The naive picture of a point defect is a stone dropped into a pond: the disturbance is strongest at the centre and dies away evenly on every side. Put a hydrogen atom where an oxygen belongs in aluminium oxide, and the nearest neighbours should feel it most. Two neighbours of the same element at the same distance should feel it alike. The oxide is a good place to try this idea, because in the perfect crystal all aluminium sites are equivalent to one another, and so are all oxygen sites.

Al2O3 with one O replaced by H, in a neutral supercell of 40 atoms, ions relaxed at fixed cell. Ansatz 0.2.0, plane waves, spin-polarised PBE, default PAW datasets, scalar-relativistic, cutoff 420 eV, 3x3x3 k-point mesh. Vzz is the principal component of the electric field gradient that is largest in magnitude, and the asymmetry is (Vxx - Vyy)/Vzz.

```
atom  like atoms  distance from the defect (Å)  site moment (muB)  Vzz (1e21 V/m^2)  asymmetry  potential at the nucleus less that at the nearest site of the element (V)
 H17           1                          0.04               0.06              0.36       0.48                                                                       0.00
 Al9           2                          1.90               0.05             -1.33       0.56                                                                       0.00
 Al3           2                          1.99               0.02              1.29       0.38                                                                       0.47
 O24           2                          2.48               0.01             -4.21       0.31                                                                       0.00
 O35           2                          2.68               0.00             -3.95       0.46                                                                      -0.03
 O31           2                          2.73               0.05             -3.46       0.21                                                                      -0.38
 O33           2                          2.75               0.01             -3.65       0.39                                                                      -0.13
 O23           2                          2.82               0.01             -4.09       0.57                                                                      -0.14
 O21           2                          2.90               0.01             -4.03       0.49                                                                      -0.14
Al12           2                          3.20               0.00              0.78       0.10                                                                       0.57
 Al1           2                          3.43               0.00              0.55       0.73                                                                       0.47
 Al4           2                          3.52               0.00             -1.03       0.73                                                                       0.25
 O34           2                          3.79               0.00             -3.92       0.55                                                                      -0.05
Al10           2                          3.90               0.00              0.77       0.69                                                                       0.47
 O29           1                          3.95               0.00             -4.06       0.62                                                                      -0.15
 O22           2                          4.36               0.00             -3.52       0.57                                                                      -0.13
Al11           2                          4.37               0.00              0.59       0.18                                                                       0.50
 Al2           2                          4.45               0.00              0.55       0.26                                                                       0.50
 O30           1                          4.54               0.00             -3.74       0.32                                                                      -0.04
 O19           2                          4.75               0.00             -3.89       0.56                                                                      -0.13
 O18           1                          4.76               0.01             -3.51       0.20                                                                      -0.27
 O36           2                          4.81               0.00             -3.78       0.67                                                                      -0.17
```

Four columns record the disturbance. The site moment is the unpaired spin inside a small sphere around an atom. The potential at the nucleus is counted from the nearest site of the same element, so aluminium may be compared with aluminium and oxygen with oxygen, but not one with the other. $V_{zz}$ is the largest principal component of the electric field gradient, the quantity that splits the lines of a quadrupolar nucleus in magnetic resonance, and the asymmetry tells how far that gradient is from having an axis of symmetry.

**Where the pond picture fails**

The cleanest failure is a pair of oxygens. O31 and O33 lie at 2.73 and 2.75 Å from the defect, practically the same distance. Yet O31 carries about 3.6 times the moment of O33, and its potential is 0.25 V lower. A disturbance that depends on distance alone has no means of telling these two sites apart.

Distance even gives the wrong order. O24 is the closest oxygen of the list, but O31, a quarter of an ångström farther out, has almost six times its moment. Among the two nearest kinds of aluminium, Al9 has three times the moment of Al3, although their distances differ by only 0.09 Å. The spin prefers certain directions.

The potential singles out the same sites. Sort the neighbours into four groups, near and far aluminium, near and far oxygen, with the border at 3 Å. In each group the site with the largest moment is also the one with the lowest potential: Al9, Al4, O31 and O18. For near aluminium, with only two kinds of site, this could easily be chance; among the six kinds of near oxygen it is more telling.

**An electron that shares the site with a hydride**

The chemistry starts with a count of charges. An oxide ion carries two negative charges, a hydride ion only one. If hydrogen sits on the oxygen site as hydride, the site is one positive charge richer than in the perfect crystal. A neutral cell must then hold one further electron, and that electron has no partner.

The calculation agrees with this count. The cell has a total moment of 1 $\mu_B$, the spin of one unpaired electron, but the hydrogen holds only 0.06 $\mu_B$. A neutral hydrogen atom would keep the spin close to its nucleus, and even a small sphere should then catch clearly more. The hydrogen is therefore best read as a hydride with its shell closed, and the unpaired electron has to be sought elsewhere.

Most of it lies outside the site spheres. Together, with like atoms counted, they hold about 0.39 $\mu_B$, which leaves about 0.61 $\mu_B$ in the space between them. Part of that may still belong to the outer reaches of atomic orbitals, which the spheres cut off. Of the part inside the spheres, about half belongs to just four atoms, the two of kind Al9 and the two of kind O31. A small site moment thus means that little spin lies in that sphere, not that the spin has vanished.

Why does the electron not simply settle at the centre? The effective positive charge of the site attracts it, but the place is taken. In an empty oxygen vacancy a trapped electron can settle in the hole itself; here the hole is filled by a hydride, whose closed shell repels a further electron through the Pauli principle. One way to stay close to the attraction is to lean to one side. The centre is not free of the spin, though: the hydrogen sphere holds more of it than any other single sphere. The cloud is therefore better pictured as lopsided than as detached from the hydride.

The symmetry of the relaxed cell allows such a choice. One twofold axis runs through the defect, and its two ends are not alike. Even in the perfect crystal, an oxygen has a nearer pair of aluminium neighbours towards one end and a farther pair towards the other. A cloud shifted towards one end can overlap one pair more than the other. That the cloud really has this shape is an inference from the site moments. The table gives distances but no directions, so it does not show whether Al9 and O31 lie towards the same end. A map of the spin density would settle it.

Such a cloud would explain why moment and potential go together. Where it overlaps a site, it brings unpaired spin into the sphere. Being negative, it also lowers the electrostatic potential at the nucleus. Both effects follow the position of the electron, not the distance from the hydrogen.

**How large the break is**

The pond picture can be put to a test that needs neither the size of the central charge nor the strength of the screening. Suppose that the potential at distance $r$ is

$$V(r) = V_\infty + \frac{A}{r},$$

where $V_\infty$ is the value far away and $A$ contains the charge and a uniform screening. Going outward from Al9 to Al12, the potential in the table rises by 0.57 V. Al3 lies between them, and the question is how much of the rise should already be complete there. In this ratio both constants cancel:

$$\frac{V(1.99)-V(1.90)}{V(3.20)-V(1.90)} = \frac{1/1.90-1/1.99}{1/1.90-1/3.20} \approx \frac{0.024}{0.214} \approx 0.11.$$

A central charge would thus put about 11 % of the rise between Al9 and Al3. The table has 0.47 V out of 0.57 V there, or 82 %. The distances are counted from a point 0.04 Å away from the hydrogen, but counting them from the hydrogen itself could at most about double the expected share. Stronger screening does not rescue the picture either, for the disturbance would have to lose most of its strength within a tenth or two of an ångström, much less than the size of an atom. Distance cannot be what separates Al9 from Al3; the side of the defect on which each lies is the likely difference.

The model fails for oxygen in a still simpler way. A potential of the form $A/r$ runs steadily up or steadily down with distance. The computed one falls to −0.38 V at O31 and is back at −0.13 V at O33, the next site outward. No choice of $A$ gives such a dip.

Not all of these differences need come from the electron. The ions were relaxed, in a cell of fixed size and shape. Shifting charged ions changes the potential at their neighbours, with or without an unpaired electron. Relaxation can also help to decide where the spin gathers. By itself, however, it puts no spin on an atom, and this is why the site moments carry the argument and the potentials support it.

Nor is the potential a simple gauge of the moment. Al3 has a clear moment of 0.02 $\mu_B$, yet its potential equals that of Al1 and Al10, which have next to none. A likely reason is that two effects oppose each other so close to the defect: the positive charge of the hydride site raises the potential, and the electron lowers it. At Al9 the electron would then win, and at Al3 the two would roughly balance.

**What the field gradient adds**

The gradient brings in direction. A charge $q$ at distance $r$ from a nucleus contributes an amount proportional to $2q/r^3$ along the line that joins them, and half as much with the opposite sign across it. An electron cloud beside an aluminium nucleus therefore pushes the component along that line towards negative values. The oxygen site, which has lost negative charge, pushes the component along its own line towards positive values.

The signs in the table fit this reasoning. Al9 and Al4 are the only aluminium sites with a negative $V_{zz}$, and they are the two that the potential had already picked out. Al3, almost as close to the hydrogen as Al9, has a gradient of nearly the same size but positive. The agreement is one of sign only, since the directions of the principal axes would be needed to confirm that they point at the electron.

At Al4 the change of sign looks more dramatic than it is. The three principal components of a gradient add up to zero, and $V_{zz}$ is simply the one of largest size. With $V_{zz}$ at −1.03 and an asymmetry of 0.73, the largest positive component is $1.03\times(1+0.73)/2\approx0.89$, in the units of the table. A modest change of the tensor would hand the title to the positive component and reverse the printed sign. Because the defect cell has a small gap, a denser mesh might be enough to do this.

The oxygen gradients keep their sign, but they mark the same sites. O31 has the lowest asymmetry of the near oxygens and O18 the lowest of the far ones. This is a weaker hint than the signs at aluminium, because a nearby cloud can lower the asymmetry or raise it, depending on its direction. An oxygen ion has a large gradient of its own from its partly covalent 2p shell, so a cloud nearby alters it without turning it over.

**How far out the pattern can be trusted**

The four breaks do not deserve equal weight. O31 lies 0.24 V below the next lowest near oxygen, while the other near oxygens spread over only 0.14 V. Al4 lies 0.22 V below the next far aluminium, against a spread of 0.10 V among the others. In potential, both stand clear of the scatter in their groups. The moment of Al4, however, is below 0.003 $\mu_B$, so the electron hardly reaches into its sphere, and the relaxed ions may cause part of that break.

O18 does not stand clear even in potential. It is 0.10 V below the next far oxygen, and the other far oxygens already differ by 0.13 V among themselves. Its moment, about 0.005 $\mu_B$, is the largest of its group but very small. O18 fits the pattern without adding much to it.

The size of the cell matters most for these outer sites. Its edges are 7.0 Å long, so an atom more than about 3.5 Å from one hydrogen may be as near to the copy in the next cell. Al4 and O18 may respond partly to an electron that belongs to a neighbouring copy. Even the far aluminium sites have an asymmetry of at least 0.10, whereas symmetry makes it zero in the perfect crystal, so none of them can serve as undisturbed bulk.

The cell was also kept at its size and shape, which leaves it under a pressure of several gigapascals. The gradients and the spread of the electron could shift if that pressure were released.

The level of theory sets a limit as well. A semilocal functional such as PBE tends to spread an unpaired electron too widely, so the true cloud may be more compact than this one. That could change how the spin is shared between Al9, O31 and the space between the atoms.

The open question is how much of the unevenness belongs to the electron and how much to the hydride and the relaxed ions around it. Taking the electron out, with the ions held where they are, would separate the two. If the off-centre cloud is the cause, O31 and O33 should then become much more alike in potential, and the potential at Al9 should come much closer to that at Al3. Whatever contrast survived would be the work of the hydride and the relaxed ions.
